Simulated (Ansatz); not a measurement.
TiPt₃: the change of energy above lowest point and pressure with volume scale

All results are calculated (Ansatz 0.2.0). Free energy against uniform scaling of the volume at fixed shape and fractions; periodic cell, basis, potentials, k mesh and filling as listed.

The cell before it is scaled or strained (space group Pm-3m, No. 221):
```
CELL_PARAMETERS angstrom
3.89700 0.00000 0.00000
0.00000 3.89700 0.00000
0.00000 0.00000 3.89700
ATOMIC_POSITIONS crystal
Ti 0.00000 0.00000 0.00000
Pt 0.00000 0.50000 0.50000
Pt 0.50000 0.00000 0.50000
Pt 0.50000 0.50000 0.00000
```

Settings of every row: functional r2SCAN; dispersion none; potentials PAW; wave cutoff 550 eV; density cutoff 2200 eV; k mesh 6x6x6; k shift 0x0x0; occupations cold; smearing width 0.1 eV; spin none.

Limits: coarse k mesh, up to 40 meV an atom off; no spin-orbit coupling, which can matter with elements this heavy.

| row | volume scale | V (Å³/atom) | energy above lowest point (meV/atom) | pressure (GPa) |
| --- | --- | --- | --- | --- |
| 1 | 0.94 | 13.908 | 83.9 | 25.18 |
| 2 | 0.96 | 14.204 | 44.5 | 17.6 |
| 3 | 0.98 | 14.5 | ? | ? |
| 4 | 1 | 14.796 | 4 | 4.86 |
| 5 | 1.02 | 15.091 | 0 | -0.46 |
| 6 | 1.04 | 15.387 | 5.3 | -5.19 |
| 7 | 1.06 | 15.683 | 18.8 | -9.37 |

Question: what energy above lowest point and pressure should row 3 give?

Worked fit of energy above lowest point. Take u = (V_r/V)^(2/3) − 1 with V_r = 14.944 Å³ an atom, which is twice the finite (Eulerian) strain; such expansions in the strain, on which the Birch-Murnaghan equation of state is built, carry the rest volume and the bulk modulus. The shown rows have u = 0.04906, 0.03444, 0.00666, -0.0065, -0.01929, -0.03167. Least squares give energy above lowest point = 0.77 + 295.7 × u + 27780 × u² + 14868 × u³ meV/atom; a parabola predicts inner rows, each left out in turn, worse (root mean square 0.3 against 0.038 meV/atom). All shown rows lie on it to the printed digit. Its lowest point lies at u = -0.0053, or V = 15.06 Å³ an atom, and the curvature there gives the bulk modulus at fixed shape and fractions, B = (4/9)(1 + u)² E″(u)/V = 258 GPa. The withheld row has u = 0.02031, so the fit gives 0.77 + 295.7 × (0.02031) + 27780 × (0.02031)² + 14868 × (0.02031)³ = 18.4 meV/atom.

The calculation gave 18.4 meV/atom. The fit meets it to the printed digit.

Worked fit of pressure. Take u = (V_r/V)^(2/3) − 1 with V_r = 14.944 Å³ an atom, which is twice the finite (Eulerian) strain; such expansions in the strain, on which the Birch-Murnaghan equation of state is built, carry the rest volume and the bulk modulus. The shown rows have u = 0.04906, 0.03444, 0.00666, -0.0065, -0.01929, -0.03167. Least squares give pressure = 2.109 + 403.42 × u + 1319.4 × u² + 863 × u³ GPa; a parabola predicts inner rows, each left out in turn, worse (root mean square 0.018 against 0.0091 GPa). The rows lie off it by 0.00, 0.00, 0.01, 0.00, 0.00, 0.00. The pressure vanishes at u = -0.0053, or V = 15.06 Å³ an atom, and there the bulk modulus at fixed shape and fractions is B = −V dP/dV = (2/3)(1 + u) dP/du = 258 GPa. The withheld row has u = 0.02031, so the fit gives 2.109 + 403.42 × (0.02031) + 1319.4 × (0.02031)² + 863 × (0.02031)³ = 10.85 GPa.

The calculation gave 10.86 GPa. The fit lies 0.01 GPa (0.029 % of the column's range) below it, one unit of the last digit.
